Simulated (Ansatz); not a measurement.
A series in volume scale on Se

Free energy against uniform scaling of the volume at fixed shape and fractions; periodic cell, basis, potentials, k mesh and filling as listed. The results are calculated, by Ansatz 0.2.0.

The cell before it is scaled or strained (space group Fd-3m, No. 227):
```
cell vectors (Å)
   0.0000     3.1256     3.1256
   3.1256     0.0000     3.1256
   3.1256     3.1256     0.0000
atoms (fractions of the cell vectors)
Se  0.50000  0.50000  0.50000
Se  0.75000  0.75000  0.75000
```

Settings of every row: functional r2SCAN; dispersion none; potentials norm-conserving; wave cutoff 1230 eV; density cutoff 4920 eV; k mesh 5x5x5; k shift 0x0x0; occupations fermi dirac; smearing width 0.1 eV; spin none.

Limits: coarse k mesh, up to 40 meV an atom off; the cell comes from a prototype or a list of computed structures and needn't be the stable phase.

```csv
row,volume scale,V (Å³/atom),energy above lowest point (meV/atom)
1,0.94,28.703,25.6
2,0.96,29.314,13.1
3,0.98,29.924,5.9
4,1,30.535,1.2
5,1.02,31.146,0
6,1.04,31.757,1.8
7,1.06,32.367,?
```

Question: what energy above lowest point should row 7 give?

Worked fit of energy above lowest point. Take u = (V_r/V)^(2/3) − 1 with V_r = 30.23 Å³ an atom, which is twice the finite (Eulerian) strain; such expansions in the strain, on which the Birch-Murnaghan equation of state is built, carry the rest volume and the bulk modulus. The shown rows have u = 0.03516, 0.02072, 0.00681, -0.00667, -0.0197, -0.03232. Least squares give energy above lowest point = 2.96 + 324.7 × u + 8949 × u² meV/atom; a straight line predicts inner rows, each left out in turn, worse (root mean square 3.9 against 0.4 meV/atom). The rows lie off it by 0.2, -0.4, 0.3, 0.0, 0.0, 0.0. The withheld row has u = -0.04452, so the fit gives 2.96 + 324.7 × (-0.04452) + 8949 × (-0.04452)² = 6.2 meV/atom.

The calculation gave 6.4 meV/atom. The fit lies 0.2 meV/atom (3.1 % of the value, 0.78 % of the column's range) below it; its largest miss of a shown row is 0.4 meV/atom. This row lies beyond the range of the fit.
